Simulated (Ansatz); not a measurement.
# TiSi2: a film clamped to a substrate

The calculation used Ansatz, DFT r2SCAN, scalar-relativistic, plane waves, PAW. Settings: plane waves to 500 eV, k-mesh 22×22×22 (Γ-centred), Gaussian smearing 0.15 eV. No spin polarisation. Energies are free energies at this smearing, counted from the undisturbed cell; pressure is positive in compression.

Reference structure (relaxed at this level; this form isn't the usual structure):

```
Ti Si
1.0
    -1.47323    1.69607    4.18235
     1.47323   -1.69607    4.18235
     1.47323    1.69607   -4.18235
Ti Si
1 2
Direct
  0.00000 0.00000 0.00000
  0.32880 0.32880 0.00000
  0.67120 0.67120 0.00000
```

The cell (3 atoms, V0 = 41.80 Å³) is strained by p along both x and y and by q along z, fractional coordinates fixed. τp = (1/V0) ∂E/∂p = (σxx + σyy)(1 + p)(1 + q) and τq = (1/V0) ∂E/∂q = σzz(1 + p)², with tension positive.

```
     p q  ΔE (meV/atom)  τp (GPa)  τq (GPa)
 0.000   0.000           0.00      0.06     -0.06
-0.050   0.000          85.95    -42.21    -10.06
 0.050   0.000          66.04     28.17      6.94
 0.000  -0.050          38.01     -9.01    -18.63
 0.000   0.050          28.30      7.57     12.22
```

Q: Get the second derivatives of the energy density.

A: Central differences give A = ∂τp/∂p = 704 GPa (C11 + C22 + 2 C12), C = ∂τq/∂q = 309 GPa (C33) and the cross term B = ∂τq/∂p = 170 GPa (C13 + C23); ∂τp/∂q = 166 GPa must equal B, and any difference shows higher-order terms. Steps this large leave an error of some per cent of A or C in all of these, which can swamp a small B. The ions are clamped.

Q: A film of this crystal grows with z along the normal on a substrate that imposes p. How does its thickness respond, and what does the misfit cost?

A: Count p and q from the stress-free cell. A free surface needs τq = 0, so q = −(B/C) p = -0.55 p. The energy density left is (A − B²/C) p²/2 = M p², with the biaxial modulus M = 305 GPa; a misfit of 1 % costs 2.65 meV/atom, against 3.06 meV/atom if the thickness were held.

At p = 0.050 the energies along q are 69.2 (q = -0.050), 66.0 (q = 0.000), 121.6 (q = 0.050) meV/atom.

Q: Does the linear rule hold at this misfit?

A: A parabola through the lowest point and its neighbours has its minimum at q = -0.022, 60.2 meV/atom. With the stress left in the starting cell, τp0 and τq0, linear elasticity gives q = −(τq0 + Bp)/C = -0.027 and E = V0(τp0 p + τq0 q + Ap²/2 + Bpq + Cq²/2)/N = 66.7 meV/atom. The two agree within a tenth in energy.

Forces appear on the atoms along this scan, and letting them relax would lower the energy and soften the response. In a metal these slopes depend on the k mesh and the smearing.

Stretching the film in its plane thins it, but by much less than constant volume would require, so tensile misfit leaves the crystal dilated. The modest cross-coupling probably reflects directional Ti d–Si p bonding, which resists changes in bond angle as well as bond length, on top of the metallic cohesion. Letting the thickness adjust therefore recovers only a small part of the misfit energy: 2.65 against 3.06 meV/atom at 1 % misfit.

Compression costs more energy and raises larger stresses than equal extension along both strain paths, as expected when short-range repulsion steepens while stretched bonds weaken. This anharmonicity explains why the linear rule overestimates the energy at the tensile misfit, and it suggests the opposite error for a compressive one. The larger value of A than of C doesn't show that the plane is stiffer than the normal, since A sums several elastic constants. For the same reason, the equal in-plane strains can't separate the responses along the two inequivalent axes, which a real substrate would generally strain differently.
